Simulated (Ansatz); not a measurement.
## A series in volume scale on CdSe

All results are calculated (Ansatz 0.2.0). Free energy against uniform scaling of the volume at fixed shape and fractions; periodic cell, basis, potentials, k mesh and filling as listed.

The cell before it is scaled or strained (space group F-43m, No. 216):
```
CdSe
1.0
      0.0000     3.0703     3.0703
      3.0703     0.0000     3.0703
      3.0703     3.0703     0.0000
Cd Se
1 1
Direct
  0.00000 0.00000 0.00000
  0.75000 0.75000 0.75000
```

Settings of every row: functional PBE; dispersion none; potentials PAW; wave cutoff 450 eV; density cutoff 1800 eV; k mesh 6x6x6; k shift 0x0x0; occupations fixed; smearing width 0 eV; spin none.

Limits: coarse k mesh, up to 40 meV an atom off.

| row | volume scale | V (Å³/atom) | energy above lowest point (meV/atom) |
| --- | --- | --- | --- |
| 1 | 0.92 | 26.627 | 56.1 |
| 2 | 0.9467 | 27.4 | 30 |
| 3 | 0.9733 | 28.17 | 12.8 |
| 4 | 1 | 28.943 | ? |
| 5 | 1.0267 | 29.716 | 0 |
| 6 | 1.0533 | 30.486 | 2.5 |
| 7 | 1.08 | 31.258 | 9.9 |

Question: what energy above lowest point should row 4 give?

Worked fit of energy above lowest point. Take u = (V_r/V)^(2/3) − 1 with V_r = 28.943 Å³ an atom, which is twice the finite (Eulerian) strain; such expansions in the strain, on which the Birch-Murnaghan equation of state is built, carry the rest volume and the bulk modulus. The shown rows have u = 0.05718, 0.0372, 0.01821, -0.01742, -0.03403, -0.05. Least squares give energy above lowest point = 3.12 + 350.5 × u + 9886 × u² + 3303 × u³ meV/atom; a parabola predicts inner rows, each left out in turn, worse (root mean square 0.18 against 0.013 meV/atom). All shown rows lie on it to the printed digit. Its lowest point lies at u = -0.0179, or V = 29.74 Å³ an atom, and the curvature there gives the bulk modulus at fixed shape and fractions, B = (4/9)(1 + u)² E″(u)/V = 44.8 GPa. The withheld row has u = 0, so the fit gives 3.12 + 350.5 × (0) + 9886 × (0)² + 3303 × (0)³ = 3.1 meV/atom.

The calculation gave 3.1 meV/atom. The fit meets it to the printed digit.
